## Results and discussion

The harmonic wavenumber $\omega_e$ of a diatomic molecule measures the curvature of its bond curve $V(r)$ at the minimum $r_e$, through $2\pi c\,\omega_e=\sqrt{k/\mu}$. Here $k=V''(r_e)$ is the force constant and $\mu$ the reduced mass. The curves were computed point by point with PBE0 and fitted by a Dunham expansion about the minimum. The well depth $D_e$ is the energy of two separately computed atoms above that minimum, and the Mayer bond order is an index formed from the density and overlap matrices.

Singlet homonuclear dimers of groups 1 and 2, computed with PySCF 2.14.0 at the unrestricted PBE0/def2-SVPD level without spin-orbit coupling; ECP marks scalar-relativistic core potentials. Spectroscopic constants come from Dunham fits for the main isotopes. D_e is taken to separate atoms in their high-spin ground configurations, without counterpoise correction.

```
molecule  Z of the varied atom  valence electrons        relativity  r_e (Å)  ω_e (cm⁻¹)  force constant (mdyn/Å)  D_e (eV)  Mayer bond order  reduced mass (u)
      H2                     1                  2  non-relativistic    0.760        4382                     5.70      4.44              1.00               0.5
     Li2                     3                  2  non-relativistic    2.787         329                     0.22      0.85              1.00               3.5
     Be2                     4                  4  non-relativistic    2.518         309                     0.25      0.30              0.69               4.5
     Na2                    11                  2  non-relativistic    3.121         161                     0.17      0.71              1.01              11.5
     Ca2                    20                  4  non-relativistic    4.225          81                     0.08      0.22              0.59              20.0
     Rb2                    37                  2               ECP    4.304          56                     0.08      0.45              1.00              42.5
     Sr2                    38                  4               ECP    4.642          46                     0.06      0.17              0.64              44.0
     Cs2                    55                  2               ECP    4.769          40                     0.06      0.40              1.01              66.5
```

Every minimum is a closed-shell singlet, but of two kinds. Dimers with two valence electrons hold one pair in the bonding $\sigma_g$ orbital. Sr$_2$, with four, fills the antibonding $\sigma_u$ as well and has formal bond order zero; the occupations of Be$_2$ and Ca$_2$ fit the same pattern. Rb$_2$ breaks spin symmetry only on the stretched side, from 5.42 Å, well outside its minimum.

### Mass and stiffness

Mass and stiffness add in $\ln\omega_e=\tfrac12\ln k-\tfrac12\ln\mu+\text{const}$, which is an identity and tests nothing. From Li$_2$ to Cs$_2$ mass supplies 70% of the fall in $\ln\omega_e$, but from H$_2$ to Li$_2$ only 37%. If $k$ kept its Li$_2$ value, Cs$_2$ would vibrate at 76 cm$^{-1}$ instead of 40. The remainder is electronic, since the curve does not depend on nuclear mass. Because the printed force constants are too coarse for the heavy rows, $k$ was rebuilt from $\omega_e$ and the isotope masses and set against three quantities: bond order, well depth and bond length.

### Bond order

The tempting explanation is that more bonding makes a stiffer spring. In group 1 the Mayer order stays between 1.00 and 1.01 while $k$ falls by a factor of 3.6 from Li$_2$ to Cs$_2$. The flat value is nearly built in: one doubly occupied orbital shared equally by two atoms gives an index close to one, however diffuse the orbital. The index counts shared pairs and carries no energy or length scale, and a force constant needs both.

Ca$_2$ and Rb$_2$ supply a control across the groups, since their bond lengths agree within 2%. The Mayer order of Ca$_2$ is 0.59 of that of Rb$_2$, yet its force constant is 0.98 of it. This pair matches best of the three; in Be$_2$/Li$_2$ the dimer with the lower index is even the stiffer one.

Nor are the group 2 values fractions of a covalent bond. In the Sr$_2$ run the index slides from 1.06 at 4.04 Å to 0.03 at the longest distance computed, so the value at $r_e$ mostly reports how close the atoms are. The same run gives the filled $\sigma_u$ orbital a $p$ share of 0.086. Orbital theory reads this as $s$–$p$ mixing, which turns the antibonding density outward and lets the net repulsion of two $s^2$ shells ease.

### Well depth

Within each group $k$ and $D_e$ fall together in every step of the table, from which K$_2$ and Mg$_2$ are missing, so depth could pass for the cause. Across the groups the link breaks. Be$_2$ has 0.35 of the depth of Li$_2$ and 1.13 times its force constant, and Ca$_2$ has half the depth of Rb$_2$ at the same stiffness. Depth compares the minimum with the free atoms, while $k$ sees only the neighbourhood of the minimum. The atoms are computed as broken-symmetry determinants, a fault that touches $D_e$ alone and should be slight for $s^1$ and $s^2$ shells, which are spherical.

The Morse form $V=D_e[e^{-2ax}-2e^{-ax}]$, with $x=r-r_e$, shows how the two can part. Its second derivative at $x=0$ is $k=2D_ea^2$, so a shallow well is stiff if it is narrow, meaning large $a$. The product $a r_e=\sqrt{k r_e^2/2D_e}$ is 4.42 for Ca$_2$ and 3.17 for Rb$_2$, and the square of their ratio, about two, cancels the halved depth. So far this only restates the columns.

An independent check is the cubic Dunham coefficient $a_1$ of the curve, which equals $-a r_e$ for a Morse well. It is $-4.16$ for Sr$_2$ against $-1.89$ for Na$_2$, so the Sr$_2$ curve is indeed far more lopsided on the scale of its own length. Theory argues why: with $\sigma_u$ filled, Pauli repulsion between closed shells rises steeply, and a weak attraction holds the atoms against that wall, which then supplies the curvature. The Morse shape is only a rough guide, as $a r_e$ exceeds $-a_1$ by 12% for Sr$_2$ and by 45% for Na$_2$.

### Bond length

Write $V=\varepsilon f(r/r_e)$ with an energy scale $\varepsilon$ and a dimensionless shape $f$. Differentiating twice gives $k=\varepsilon f''(1)/r_e^2$. With a fixed shape, a constant $\varepsilon$ leads to $k\propto r_e^{-2}$ and a Coulomb scale $\varepsilon\propto e^2/r_e$ to $k\propto r_e^{-3}$. A power law $k=Cx^q$ was fitted in turn to length, depth and Mayer order for the seven dimers with core electrons, H$_2$ being left out because it has no core; the output printed below lists each row.

Length wins clearly. Its rms error relative to the calculated $k$ is 8%, against 46% for depth and 60% for bond order, and its exponent of $-2.42$ lies between the two limits. For Rb$_2$, a row of the fit,

$$k=2.574\times4.304^{-2.42}=2.574\times0.0292=0.075\ \text{mdyn/Å},$$

which is 4% below the calculated 0.078 and gives $\omega_e\approx55$ cm$^{-1}$ against 56. H$_2$, outside the fit, comes out 12% low, an agreement over so long an extrapolation that may be partly luck.

The misfit is ordered by group. The law is too soft for every group 1 row and too stiff for every group 2 row, by 14% for Sr$_2$, well beyond the rounding of $\omega_e$, though only by 2% for Ca$_2$. One added factor for group 2 comes out as 0.88 for $k$ and 0.39 for $D_e$. At equal length, then, filling $\sigma_u$ goes with a slightly softer and a much shallower well.

Length and stiffness are two results of one curve, so the fit ranks descriptors and proves no cause. The common cause, on standard arguments, is the size of the valence $s$ shell. Each added core shell pushes it outward, which lengthens the bond, weakens the binding by the shared pair and spreads it over a wider range of $r$. The same runs show the growth, as the polarizability perpendicular to the bond rises from 178 a.u. in Li$_2$ to 571 in Cs$_2$. At this level of theory a dimer's stiffness can thus be guessed from its length first, with the electron count a small correction, while its depth needs the electron count from the start. In nature that correction is probably larger, because the computed group 2 wells are too deep, as discussed below.

The exponent has no exact meaning, because the shape is not fixed. The alkali depths fall as $r_e^{-1.41}$, which at constant $f$ would give $k\propto r_e^{-3.41}$, a full power steeper than their fitted $-2.41$. The wells therefore narrow relative to their length down the group. A plausible but untested reason is that the width follows the decay of the valence tail, which changes slowly, while $r_e$ grows with the core. The heavy rows also differ in method, with scalar relativity entering through core potentials in Rb$_2$, Sr$_2$ and Cs$_2$ only. Spin-orbit coupling is left out throughout. The data makers' tests on other systems suggest that it can matter for a molecule as heavy as Cs$_2$, though nothing in the present runs measures it. To first order it vanishes in the closed-shell molecule and in the $s^1$ atoms, so a small effect is expected here.

The comparison between groups is only as good as the group 2 curves, and these are the weak part of the calculation. Measured depths are roughly 0.1 eV for all three (a rough recalled size), below the computed values and furthest below for Be$_2$, so the steady fall from 0.30 to 0.17 eV should be read as an artefact of this level. The long-range dispersion that PBE0 lacks cannot be the reason, since its absence makes wells too shallow. The excess is expected to come from the functional's approximate exchange and correlation where the two densities overlap, a hard case in Be$_2$ with its multireference character. The small basis, used without a counterpoise correction, adds further binding that matters most in shallow wells. A shallower true well is probably softer as well, so neither the close match of Ca$_2$ and Rb$_2$ nor the greater stiffness of Be$_2$ over Li$_2$ need survive a better method. The failure of bond order does not hang on these rows, since group 1 shows it alone. The lead of length over depth does hang on them, because within group 1 both follow the force constant at every step.

Output of the analysis:

```
omega_e steps: ratio, shares of ln ratio from mass and from k (an identity)
H2->Li2: omega ratio 13.32, k ratio 25.48, mass 37%, k 63%
Li2->Na2: omega ratio 2.04, k ratio 1.27, mass 83%, k 17%
Li2->Cs2: omega ratio 8.22, k ratio 3.57, mass 70%, k 30%
Be2->Sr2: omega ratio 6.72, k ratio 4.63, mass 60%, k 40%
k = C x^q fitted to the 7 cored dimers (H2 only predicted)
x = length: C 2.574, q -2.42, rms 8%, worst Sr2 +14%
x = D_e: C 0.206, q 0.64, rms 46%, worst Cs2 +82%
x = Mayer: C 0.123, q 0.54, rms 60%, worst Cs2 +97%
length exponent with one row dropped: -2.56 to -2.32
mol  k(mdyn/A) rounding%  model error %: length  D_e  Mayer
H2    5.7010   0.0     -12     -91     -98
Li2   0.2237   0.3      -4     -17     -45
Be2   0.2535   0.3      +8     -63     -60
Na2   0.1756   0.6      -7      -6     -30
Ca2   0.0772   1.2      +2      +0     +20
Rb2   0.0784   1.8      -4     +57     +57
Sr2   0.0548   2.2     +14     +20     +76
Cs2   0.0626   2.5      -7     +82     +97
y = C r^q times a factor for group 2, 7 cored dimers
k: q -2.42, factor 0.88, rms 3.3%, worst Ca2 -6%, H2 -7%; q alkali -2.41, q group 2 -2.43
D_e: q -1.10, factor 0.39, rms 8.7%, worst Ca2 -13%, H2 -27%; q alkali -1.41, q group 2 -0.82
mean Mayer group 2 / group 1: 0.64; D_e rounding up to 2.9%
Be2/Li2: r_e 0.903, k 1.13, D_e 0.35, Mayer 0.69
Ca2/Rb2: r_e 0.982, k 0.98, D_e 0.49, Mayer 0.59
Sr2/Cs2: r_e 0.973, k 0.87, D_e 0.42, Mayer 0.63
mol  omega if k as Li2 (1/cm), /calc; k r^3 and D_e r in Coulomb units; Morse a*r_e; r_e/alpha_xx^(1/3)
H2      868  0.20   1.08  0.234   1.52   0.87
Li2     329  1.00   2.10  0.165   2.53   0.94
Be2     290  0.94   1.75  0.052   4.09   1.16
Na2     182  1.13   2.31  0.154   2.74   1.00
Ca2     138  1.70   2.53  0.065   4.42   1.24
Rb2      95  1.69   2.71  0.135   3.17   1.07
Sr2      93  2.02   2.38  0.055   4.66   1.26
Cs2      76  1.89   2.95  0.132   3.33   1.09
Morse a*r_e against -a1 of the curve:
H2 1.52 vs 1.57 (-3%); Li2 2.53 vs 1.81 (+39%); Na2 2.74 vs 1.89 (+45%); Sr2 4.66 vs 4.16 (+12%)
```
